**Question: Why do MP2 and CCSD(T) spoil the straight line in my error plot?**

I have a set of energies for the planar ion SiH₃⁺ with all three bonds stretched some 30 percent beyond their normal length. Full configuration interaction (FCI) in the same basis serves as the exact answer.

Total-energy errors for planar SiH₃⁺ (singlet), all bonds at 1.307 times their PBE0/def2-TZVP length, from Ansatz 0.2.0 and the in-house AFQMC program afq 1. All levels use the cc-pVDZ basis, an RHF determinant and frozen cores (six correlated electrons), without relativity. The prefix ph marks phaseless AFQMC, here with a CISD trial; "released" means its constraint is let go.

| level | this level less the reference (FCI, same basis) (meV) | statistical noise, one standard error (meV) |
| --- | --- | --- |
| HF | 3647.3 | 0.000 |
| MP2 | 1067.7 | 0.000 |
| CCSD | 146.2 | 0.000 |
| CCSD(T) | 45.6 | 0.000 |
| CCSDT | 8.0 | 0.000 |
| CCSDT(Q) | 2.3 | 0.000 |
| CCSDTQ | 0.0 | 0.000 |
| ph-AFQMC/CISD | 12.1 | 3.000 |
| released AFQMC | 3.2 | 2.200 |

I plotted the errors on a logarithmic scale, with HF, CCSD, CCSDT and CCSDTQ one full step apart and the perturbative levels (MP2, (T), (Q)) halfway between them. The CCSDTQ error rounds to zero, so it has a place on the axis but no point. The full levels fall quickly and fairly evenly, but MP2 and CCSD(T) sit too high. I also don't know where the two AFQMC rows belong. Which of these are real breaks, and what causes them?

**Answer**

The sizes to remember are a few eV for HF, a tenth of an eV for CCSD and a hundredth for CCSDT. Each of these full steps cuts the error by a factor of roughly twenty. MP2 and CCSD(T) do break the line through them, because a perturbative correction delivers only about three quarters of the step that it estimates. The AFQMC rows follow a different rule altogether.

**Why the full levels fall so fast**

The ion has six correlated electrons, which form three bond pairs. If these pairs didn't influence one another, CCSD would already be exact: it treats each pair fully and includes simultaneous excitations of several pairs as products. Triple excitations that are no such products, called connected triples, arise only because the pairs interact. They are a correction to a correction, and that is why the next error is so much smaller.

**How large the breaks are**

A point halfway between two full levels on a logarithmic scale is their geometric mean. For MP2 this would be 730 meV, and the actual error is 1068 meV. For CCSD(T) it would be 34 meV, and the actual error is 45.6 meV. The two rows therefore lie by about a half and a third above the even line, far beyond the rounding of the table.

The line asks a lot of a perturbative level. If a full step divides the error by 20, the halfway point leaves $1/\sqrt{20}\approx 0.22$ of it, so the correction must already deliver about 80 percent of the step. Delivering somewhat less looks like a small fault, but it raises the remaining error noticeably. The better question is therefore what share of each step the perturbative level recovers.

**A fixed share describes the ladder better**

Take the share $f$ from MP2 alone, as its gain over HF divided by the gain of CCSD over HF:

$$f=\frac{3647.3-1067.7}{3647.3-146.2}\approx 0.737 .$$

Now apply it to the triples. The full step from CCSD to CCSDT is $146.2-8.0=138.2$ meV, so the error of CCSD(T) should be

$$146.2-0.737\times 138.2\approx 44.4\ \text{meV}.$$

The table has 45.6 meV, a row that played no part in setting $f$. The same share gives 2.1 meV for CCSDT(Q), where the table has 2.3 meV. The estimate does need the error of the next full level, so it divides a known step and can't replace the CCSDT calculation. The output printed below compares it with the geometric mean.

**Why the first estimate is too small**

A perturbative correction takes the coupling $V$ to an excited configuration and divides by the cost $\Delta$ of the excitation, computed from bare orbital energies. In reality the excited configurations also interact with one another, which here lowers the effective cost by some net amount $w$. For a single typical excitation the two energies are

$$E_\text{first}=-\frac{V^2}{\Delta},\qquad E_\text{full}=-\frac{V^2}{\Delta-w},\qquad \frac{E_\text{first}}{E_\text{full}}=1-\frac{w}{\Delta}.$$

A share near three quarters then means that $w$ is very roughly a quarter of $\Delta$. This is an effective number for many excitations at once, not an energy that the calculation measured.

The same argument applies at each rank, since MP2, (T) and (Q) all rely on bare orbital energies for the excitations that they add. For (T) and (Q) a second loss probably comes on top. In coupled cluster theory, triples lower the energy by changing the singles and doubles, and (T) estimates this effect only once, starting from the doubles of CCSD. In the full treatment the changed doubles also produce new triples, and so on until the two are consistent. The largest double-excitation amplitude indeed grows from 0.11 in CCSD to 0.12 once triples are treated in full. That the three shares come out so nearly equal may still be partly luck, because the three formulas differ in detail.

**Where the shortfall of CCSD(T) sits**

A small FCI calculation with the six electrons in only nine orbitals recovers 33 of the 45.6 meV that CCSD(T) lacks. Most of the error thus sits in a small set of orbitals, which includes the most strongly mixed ones, and not in the long tail of weak excitations. This is where the interaction among excited configurations should matter most, so the finding fits the mechanism, though it doesn't prove it.

The usual warning sign hardly reacts. The T1 diagnostic is 0.016, below the customary alarm level of 0.02, because it measures single excitations and so mainly how well the orbitals suit the problem. The trouble here lies in the doubles. The HF determinant has a weight of only 0.88 in the singles-and-doubles wave function, and in FCI about 0.28 electrons have left the three strongly occupied natural orbitals.

**The end of the ladder**

CCSDTQ departs from the line in the other direction. Repeating the last factor would leave an error of about 0.4 meV, whereas CCSDTQ agrees with FCI to within 0.1 meV. A likely reason is that with six electrons only connected five- and six-electron excitations remain, and these must involve all three bond pairs at once. The break is clear as a ratio but has no practical weight.

**Why AFQMC doesn't belong on this line**

AFQMC projects out the ground state with random walkers, and its phaseless form steers them with a trial wave function to keep the noise under control. Its systematic error depends on how well the trial guides the walkers, not on the highest excitation included. The trial here contains only singles and doubles, yet the error is $12.1\pm3.0$ meV, about a twelfth of that of CCSD. It is four standard errors above FCI, but the noise is too large to rank it against CCSDT.

Letting go of the constraint tests the cause directly. Along the release the error falls from 13.9 to 3.2 meV, which points to the constraint as the main source. The last value is within 1.5 standard errors of FCI. The energy was still falling when the run ended, however, so it hasn't been shown to have settled.

**What to expect for neighbouring cases**

For the same ion at its normal bond length, the gap between filled and empty orbitals is wider. The interactions that the first estimate leaves out then weigh less against $\Delta$, and I would expect (T) to come closer to the full triples. For much longer bonds the simple formula stops being a guide: $\Delta$ becomes small, and perturbative corrections on a closed-shell determinant are known to overshoot. The share of three quarters therefore belongs to this geometry and shouldn't be carried over as a correction factor.

This matters for silane plasmas, which deposit silicon films for thin-film transistors and in which SiH₃⁺ is one of the ions. Models of such plasmas need to know how the energy rises as a Si–H bond breaks. That is a difference between stretched and unstretched structures, though usually with one long bond and not three. An error of 46 meV at the stretched end is harmless only if a similar one occurs at the other end. It is worth checking the full triples there in a small basis, while remembering that the error of such a basis itself is a separate matter and usually larger.

Printed output of the fit:

```
Share of the correlation energy recovered:
             row  error in meV  recovered in percent
              HF          3647                     0
             MP2          1068                 70.73
            CCSD         146.2                 95.99
         CCSD(T)          45.6                 98.75
           CCSDT             8                 99.78
        CCSDT(Q)           2.3                 99.94
          CCSDTQ             0                   100
   ph-AFQMC/CISD          12.1                 99.67
  released AFQMC           3.2                 99.91
Factor by which the error falls from HF to CCSD: 24.95
Factor by which the error falls from CCSD to CCSDT: 18.27
Geometric middle of HF and CCSD, to compare with MP2, meV: 730.2
MP2 above that middle, meV: 337.5
Geometric middle of CCSD and CCSDT, to compare with CCSD(T), meV: 34.2
CCSD(T) above that middle, meV: 11.4
Share of the step HF to CCSD that MP2 recovers, percent: 73.68
Share of the step CCSD to CCSDT that (T) recovers, percent: 72.79
Share of the step CCSDT to CCSDTQ that (Q) recovers, percent: 71.25
CCSD(T) error predicted with the share of MP2, meV: 44.37
CCSDT(Q) error predicted with the share of MP2, meV: 2.106
CCSDTQ error if the last full factor is repeated, meV: 0.4378
CCSDTQ less FCI from the total energies, meV: -0.05
Part of the CCSD(T) error supplied by full CI in nine orbitals, percent: 72.84
Electrons outside the three strongly occupied natural orbitals: 0.2764
AFQMC error at the start of the release, meV: 13.91
AFQMC error at the second release point, meV: 11.86
AFQMC error at the third release point, meV: 10.29
AFQMC error at the fourth release point, meV: 6.4
AFQMC error at the last release point, meV: 3.22
Phaseless error in standard errors: 4.033
Released error in standard errors: 1.455
Phaseless less CCSDT in standard errors: 1.367
```
